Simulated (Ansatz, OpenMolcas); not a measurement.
GeSiH4O (SMILES [SiH3][O][GeH]): methods side by side

GeSiH4O: 7 atoms, total charge 0, spin state singlet. SMILES: `[SiH3][O][GeH]`. Geometry: relaxed at PBE0-D4/def2-TZVP. This is one conformer, not always the lowest.

Each level gives the vertical energy of the triplet above the singlet (eV). The values are calculated.

```tsv
level	kind	program	value (eV)	CPU time (all runs)
HF/def2-SVP	Hartree–Fock	OpenMolcas	1.48	21 s
BLYP/def2-SVP	GGA	Ansatz	2.12	13 s
r2SCAN/def2-SVP	meta-GGA	OpenMolcas	1.82	97 s
B3LYP/def2-SVP	global hybrid	Ansatz	2.11	17 s
M06-2X/def2-SVP	hybrid meta-GGA	OpenMolcas	1.85	84 s
wB97X/def2-SVP	range-separated hybrid	Ansatz	2.28	72 s
B2PLYP/def2-SVP	double hybrid	Ansatz	2.07	22 s
RPA@PBE0/def2-SVP	RPA	Ansatz	2.02	28 s
MP2/def2-SVP	perturbation theory	Ansatz	1.93	7.4 s
BCCD(T)/def2-SVP	coupled cluster or CI	Ansatz	2.00	77 s
```

All-electron rows without a relativistic Hamiltonian named are non-relativistic. The values span 1.48 to 2.28 eV. In the correlated wave-function rows the outer d shell of Ge is correlated, in sets not made for it. The second state's dipole differs much between rows, so they may not all be the same state. Times are those of the runs behind each value, whatever else they computed, on shared processors of several kinds: orders of magnitude only.

Every level places the singlet below the triplet at this geometry, as expected for a germylene. The divalent germanium keeps its lone pair in an orbital rich in 4s character, while the formally empty 4p orbital lies well above it and is pushed further up by π donation from the neighbouring oxygen. Reaching the triplet means promoting an electron from the lone pair into that p orbital, and the gain in exchange energy doesn't repay the cost.

Hartree–Fock gives the smallest gap, 1.48 eV, against 2.00 eV with BCCD(T), probably because it misses the larger correlation energy of the paired electrons in the singlet. MP2, RPA and B2PLYP all lie close to the coupled-cluster value. The near-equality of BLYP and B3LYP shows that admixing exact exchange need not shift this gap much.

The ordering of the two spin states is therefore well supported, but the vertical gap is not the adiabatic one, which should be smaller once the triplet relaxes, typically by opening the angle at germanium.
